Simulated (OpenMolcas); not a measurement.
How basis sets differ on SiH2Br2 (dibromosilane)

The species is SiH2Br2 (5 atoms), meant as a singlet with charge 0. As SMILES, `Br[SiH2]Br`. The coordinates come from a PBE0-D4/def2-TZVP relaxation.

```xyz
5

Br   -1.6727   -1.2393    0.3623
Si    0.1582   -0.0463    0.0547
Br   -0.2956    1.8142   -1.0420
H     1.1034   -0.8432   -0.7517
H     0.7066    0.3146    1.3767
```

Quantity: the dipole moment, in D. The values are calculated.

| level | kind | program | value (D) | CPU time |
| --- | --- | --- | --- | --- |
| B97-2/def2-SV(P) | global hybrid | OpenMolcas | 1.18 | 32 s |
| B97-2/def2-SVP | global hybrid | OpenMolcas | 1.20 | 36 s |
| B97-2/def2-TZVP | global hybrid | OpenMolcas | 1.07 | 2.2 min |
| B97-2/def2-TZVPP (RICD fitting) | global hybrid | OpenMolcas | 1.08 | 95 s |

All-electron rows without a relativistic Hamiltonian named are non-relativistic. The values span 1.07 to 1.20 D. Magnitudes only. Times are those of the runs behind each value, whatever else they computed, on shared processors of several kinds: orders of magnitude only.

The dipole moment depends mainly on the step from double- to triple-zeta quality: it falls from 1.18 and 1.20 D to 1.07 and 1.08 D, while changes within each pair are slight. Polarisation functions on hydrogen, the addition that separates def2-SV(P) from def2-SVP, therefore matter little here.

The molecule is polar because electropositive silicon gives up density to bromine. Hydrogen is also somewhat more electronegative than silicon, so the Si–H bonds are weakly hydridic and their moments partly oppose those of the Si–Br bonds. The net dipole is thus a difference between competing contributions, sensitive to small shifts of charge. The smaller sets probably describe the outer valence density of bromine and silicon too rigidly, and the added radial and polarisation flexibility lets it redistribute towards a less polar balance.

The close agreement of the two triple-zeta values doesn't establish the basis-set limit, since neither set contains the diffuse functions to which dipole moments often respond.
